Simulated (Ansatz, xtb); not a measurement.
## Two isomers of C3H5NOSi

Structure X: `N#C[C@@H]1O[C@H]1[SiH3]`, a singlet. Structure Y: `N#C[C@@]1([SiH3])CO1`, a singlet. Both are isolated molecules in the gas phase, relaxed with B3LYP/def2-SVP.

Quicker runs give these differences E(Y) − E(X): GFN2-xTB −0.092 eV; HF/STO-3G −0.006 eV (at GFN2-xTB geometries); r2SCAN-D4/def2-SVP −0.052 eV (at GFN2-xTB geometries).

Q: Estimate E(Y) − E(X) at the level CCSD(T)/def2-SVP + ΔMP2/def2-TZVPP.

A: Calculated at CCSD(T)/def2-SVP + ΔMP2/def2-TZVPP: E(Y) − E(X) = −0.051 eV, so structure Y lies lower.

The same difference at several levels:

| level | geometry | E(Y) − E(X) (eV) | departure from the last row (eV) | job, with rough time for the two |
| --- | --- | --- | --- | --- |
| GFN2-xTB | GFN2-xTB | −0.092 | −0.041 | optimisation, 1 s |
| HF/STO-3G | GFN2-xTB | −0.006 | +0.045 | single point, 2 s |
| r2SCAN-D4/def2-SVP | GFN2-xTB | −0.052 | −0.001 | single point, 9.7 s |
| B3LYP/def2-SVP | B3LYP/def2-SVP | −0.021 | +0.029 | optimisation, 3.1 min |
| HF/def2-SVP | B3LYP/def2-SVP | −0.027 | +0.024 | part of the CCSD(T) run |
| MP2/def2-SVP | B3LYP/def2-SVP | −0.070 | −0.019 | part of the CCSD(T) run |
| CCSD(T)/def2-SVP | B3LYP/def2-SVP | −0.057 | −0.006 | single point |
| CCSD(T)/def2-SVP + ΔMP2/def2-TZVPP | B3LYP/def2-SVP | −0.051 |  | single point, 2.9 min |

As drawn, both hold the same kinds of bond in the same numbers.

HF/STO-3G, B3LYP/def2-SVP find them nearly level. The largest departure from CCSD(T)/def2-SVP + ΔMP2/def2-TZVPP is that of HF/STO-3G, 0.045 eV. The last row adds to CCSD(T) the change of the MP2 difference between the two basis sets, here +0.006 eV.

With thermal terms from frequencies at re-optimised GFN2-xTB minima (ideal gas, soft modes damped towards free rotors, one conformer each, 298.15 K, 1 atm): on the last row, ΔE + ΔZPE = −0.048, ΔH = −0.047, ΔG = −0.045 eV.

The correlated steps freeze 10 core orbitals. Codes used: Ansatz 0.2.0, xtb 6.7.1; the last row on 2 threads of Intel(R) Xeon(R) Processor @ 2.50GHz (Skylake/Cascade Lake) on a shared host.

Every level puts the geminal isomer Y below the vicinal isomer X, but only slightly. Both keep the strained epoxide ring, and each substituent sits on a ring carbon bonded to oxygen, so most of the strain and bond energy cancels. What remains is mainly the interaction between silyl and cyano. On a shared carbon, the electropositive silyl group leaves electron density that the cyano group can withdraw directly, which probably favours Y and offsets the crowding at that centre.

Electron correlation strengthens the preference: in the same basis and at the same geometries, the difference goes from −0.027 eV with HF to −0.070 eV with MP2, and CCSD(T) takes back part of that gain. This suggests that medium-range correlation between the closely packed geminal groups matters, with MP2 overestimating it.

Thermal terms barely alter the gap, and a free-energy difference of −0.045 eV would leave an appreciable minority of X at equilibrium. Reaching that equilibrium would require breaking strong bonds, so the small gap does not imply easy interconversion.
